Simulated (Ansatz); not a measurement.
**Swapping F for Cl on Si: the HOMO–LUMO gap**

On one Si centre that keeps GeH3, n of the F ligands are replaced by Cl. The HOMO–LUMO gap y in eV at wB97M-V/def2-TZVPP. Shapes: PBE0-D4/def2-TZVP. Programs: Ansatz 0.2.0.

| molecule | n | y (eV) |
| --- | --- | --- |
| Si(GeH3)F3 | 0 | 13.17 |
| Si(GeH3)ClF2 | 1 | ? |
| Si(GeH3)Cl2F | 2 | 12.19 |
| Si(GeH3)Cl3 | 3 | 12.04 |

Task: Fit y = c + s·n to the known rows and predict Si(GeH3)ClF2.

Result: 
1. Means of the 3 rows: n = 1.66667, y = 12.467.
2. Σ(Δn)² = 4.6667, Σ(Δn·Δy) = -1.8333, so the slope is -1.8333/4.6667 = -0.39285.
3. Intercept: 12.467 − (-0.39285) × 1.66667 = 13.122. The largest residual of the fit is 0.15.
4. Si(GeH3)ClF2: 13.122 + (-0.39285) × 1 = 12.73 eV.

The run gave 12.65 eV, so the prediction is off by +0.08 eV, within the largest residual. The step per swap drifts from -0.52 to -0.15 eV. Other levels give for Si(GeH3)ClF2: r2SCAN-D4/def2-TZVPP 7.24; wB97X-V/def2-TZVPP 13.10 eV. Orbital gaps aren't excitation energies, and the LUMO depends on the basis. Relativity is left out for Ge.

The gap narrows with every replacement of F by Cl, but the last swap changes it far less than the first two. Chlorine is less electronegative than fluorine, and its 3p lone pairs lie higher and bind more weakly than fluorine's 2p pairs. The longer, weaker Si–Cl bond also has a lower-lying σ* orbital, so both effects can close the gap. The HOMO probably keeps much Si–Ge σ character, in which case part of the narrowing would come from the acceptor side. The flattening suggests that once Cl-derived character is established in the frontier orbitals, further chlorine mainly adds to their mixing and delocalisation.

The straight line therefore works as an interpolation for the monochloride, but its slope is an average over unequal steps, not a constant contribution per chlorine. The much smaller r2SCAN gap probably reflects the absence of the nonlocal exchange that widens the gap in the range-separated hybrids. Without the separate orbital energies, the shares of HOMO raising and LUMO lowering remain undetermined.
